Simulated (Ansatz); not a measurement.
# Abstraction of Br: C2HBrF2 + GeH2Br → C2HF2 + GeH2Br2

Species: C2HBrF2 `F/C=C(\F)Br`, singlet; GeH2Br `[GeH2][Br]`, doublet; C2HF2 `F/[C]=C\F`, doublet; GeH2Br2 `[Br][GeH2][Br]`, singlet. A radical takes Br: the energy is the difference in strength between the C–Br bond broken and the Ge–Br bond made.

Shapes, held fixed at every level: PBE0-D4/def2-TZVP. Programs: Ansatz 0.2.0. Electronic energies: no zero-point or thermal term.

```csv
level,kind,ΔE (kJ/mol),CPU time (sum over the molecules)
HF/def2-TZVPP,Hartree–Fock,-55.6,–
PBE-D4/def2-TZVPP,GGA,+6.6,24 s
r2SCAN-D4/def2-TZVPP,meta-GGA,-9.0,49 s
B3LYP-D4/def2-TZVPP,global hybrid,-2.6,39 s
PBE0-D4/def2-TZVPP,global hybrid,-3.2,31 s
wB97M-V/def2-TZVPP,range-separated hybrid,+3.1,1.8 min
B2PLYP/def2-TZVPP,double hybrid,-3.8,50 s
```

B2PLYP/def2-TZVPP gives ΔE = -3.8 kJ/mol; the levels span -55.6 to +6.6. That is about zero within the method's error. They disagree on the sign: 2 of 7 are positive. The median of the levels is -3.2. No measured value is set beside it here. Spin contamination: C2HF2 (⟨S²⟩ up to 0.94). Open shells run unrestricted unless RO is named. Relativity is left out for Br, Ge unless named. Correlated rows may include outer-core shells of Br, Ge, which these sets cover unevenly. Times are processor times on shared x86 and Arm servers, and rough.

The C–Br and Ge–Br bonds are nearly equal in strength here, so bromine transfer has little thermodynamic drive in either direction. Germanium's low electronegativity gives the new bond strong ionic character, which offsets the weaker covalent overlap of its larger, more diffuse valence orbitals. On the other side, the C–Br bond is strengthened by the s-rich vinylic carbon, and breaking it leaves a σ-type radical whose unpaired electron gains little from the π system.

Hartree–Fock alone makes the reaction strongly exothermic. This suggests that the missing correlation weakens the C–Br bond more than the Ge–Br bond, with artificial spin polarisation of the vinyl radical's π bond probably adding to the imbalance. Among the density functionals, the energy doesn't follow the share of exact exchange: PBE and r2SCAN, both without any, fall on opposite sides of zero. The small differences between them therefore don't support a single-cause explanation. Near-thermoneutrality also says nothing about the abstraction barrier, and hence about how fast bromine is transferred.
